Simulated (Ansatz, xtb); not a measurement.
**C2H5BF: which of two isomers lies lower**

We compare a, `C[CH]BF`, a doublet, with b, `[CH2]B(C)F`, a doublet. Both are isolated molecules in the gas phase, relaxed with B3LYP-D3(BJ)/def2-SVP; the shapes shown needn't be the lowest conformers.

a (Å):

```yaml
atoms:
  - { symbol: C, position_ang: [0.3120, -0.1222, -0.0327] }
  - { symbol: C, position_ang: [-0.1539, -0.9762, 1.0937] }
  - { symbol: B, position_ang: [-0.5826, 0.4319, -1.1468] }
  - { symbol: F, position_ang: [-1.8900, 0.1465, -1.1378] }
  - { symbol: H, position_ang: [-1.2342, -1.1766, 1.0522] }
  - { symbol: H, position_ang: [0.0767, -0.5079, 2.0703] }
  - { symbol: H, position_ang: [-0.1748, 1.1237, -2.0508] }
  - { symbol: H, position_ang: [0.3804, -1.9460, 1.1047] }
  - { symbol: H, position_ang: [1.3842, 0.1134, -0.0421] }
```

b (Å):

```xyz
9

C    -0.8227   -0.9290    0.2430
C    -3.4879   -1.3955    0.8205
B    -2.2042   -0.5426    0.8819
F    -2.2800    0.6291    1.5383
H    -0.8236   -1.8974   -0.2783
H    -0.0404   -0.9531    1.0229
H    -0.5076   -0.1479   -0.4723
H    -3.5340   -2.3642    0.3118
H    -4.4263   -1.0729    1.2865
```

Quicker runs give these differences E(b) − E(a): GFN2-xTB +0.461 eV; HF/STO-3G −0.323 eV (at GFN2-xTB geometries); r2SCAN-D4/def2-SVP −0.363 eV (at GFN2-xTB geometries).

Problem. Estimate which is lower in electronic energy at CCSD(T)/def2-SVP + ΔMP2/def2-TZVPP, and by roughly how much.

Solution. The CCSD(T)/def2-SVP + ΔMP2/def2-TZVPP calculation puts structure b lower, by 0.368 eV.

The same difference at several levels:

```json
{"level": "GFN2-xTB", "geometry": "GFN2-xTB", "E(b) − E(a) (eV)": "+0.461", "departure from the last row (eV)": "+0.828", "job, with rough time for the two": "optimisation, 0.18 s"}
{"level": "HF/STO-3G", "geometry": "GFN2-xTB", "E(b) − E(a) (eV)": "−0.323", "departure from the last row (eV)": "+0.044", "job, with rough time for the two": "single point, 0.22 s"}
{"level": "r2SCAN-D4/def2-SVP", "geometry": "GFN2-xTB", "E(b) − E(a) (eV)": "−0.363", "departure from the last row (eV)": "+0.004", "job, with rough time for the two": "single point, 3.8 s"}
{"level": "B3LYP-D3(BJ)/def2-SVP", "geometry": "B3LYP-D3(BJ)/def2-SVP", "E(b) − E(a) (eV)": "−0.313", "departure from the last row (eV)": "+0.055", "job, with rough time for the two": "optimisation, 66 s"}
{"level": "HF/def2-SVP", "geometry": "B3LYP-D3(BJ)/def2-SVP", "E(b) − E(a) (eV)": "−0.409", "departure from the last row (eV)": "−0.042", "job, with rough time for the two": "part of the CCSD(T) run"}
{"level": "MP2/def2-SVP", "geometry": "B3LYP-D3(BJ)/def2-SVP", "E(b) − E(a) (eV)": "−0.371", "departure from the last row (eV)": "−0.003", "job, with rough time for the two": "part of the CCSD(T) run"}
{"level": "CCSD(T)/def2-SVP", "geometry": "B3LYP-D3(BJ)/def2-SVP", "E(b) − E(a) (eV)": "−0.345", "departure from the last row (eV)": "+0.022", "job, with rough time for the two": "single point"}
{"level": "CCSD(T)/def2-SVP + ΔMP2/def2-TZVPP", "geometry": "B3LYP-D3(BJ)/def2-SVP", "E(b) − E(a) (eV)": "−0.368", "departure from the last row (eV)": "", "job, with rough time for the two": "single point, 26 s"}
```

As drawn, b has 1 C–B, 1 C–H in place of 1 C–C, 1 B–H.

GFN2-xTB puts the two in the other order. The largest departure from CCSD(T)/def2-SVP + ΔMP2/def2-TZVPP is that of GFN2-xTB, 0.828 eV. The last row adds to CCSD(T) the change of the MP2 difference between the two basis sets, here −0.022 eV.

With harmonic frequencies from B3LYP-D3(BJ)/def2-SVP (ideal gas, rigid rotor, one conformer each, 298.15 K, 1 atm): on the last row, ΔE + ΔZPE = −0.387 eV. A mode under 50 cm⁻¹ makes harmonic enthalpies and free energies unreliable, so none is given.

Open shells are spin-unrestricted. The correlated steps freeze 4 core orbitals. Programs: Ansatz 0.2.0, xtb 6.7.1; the last row on 2 threads of Arm Neoverse V1 on a shared host.

Moving the methyl group from the radical carbon to boron lowers the energy, and every level except GFN2-xTB agrees on this. Both isomers are α-boryl radicals, in which the unpaired electron can delocalise into the formally empty boron p orbital, so that stabilisation largely cancels. What remains is the exchange of a C–C and a B–H bond for a C–B and a stronger C–H bond, probably helped by hyperconjugative donation from methyl to electron-poor boron. This outweighs the extra stabilisation that the methyl group gives the secondary radical centre in a.

Hartree–Fock already gives the preference, so it doesn't originate in electron correlation. The GFN2-xTB reversal lies mainly in its energies rather than its structures, since r2SCAN-D4 recovers the order at the same geometries; its parametrised description of boron bonding is a likely source. Zero-point energy slightly reinforces the preference for b, despite its additional stiff C–H stretch, which suggests softer modes elsewhere. The energy ordering says nothing about how readily the two radicals interconvert.
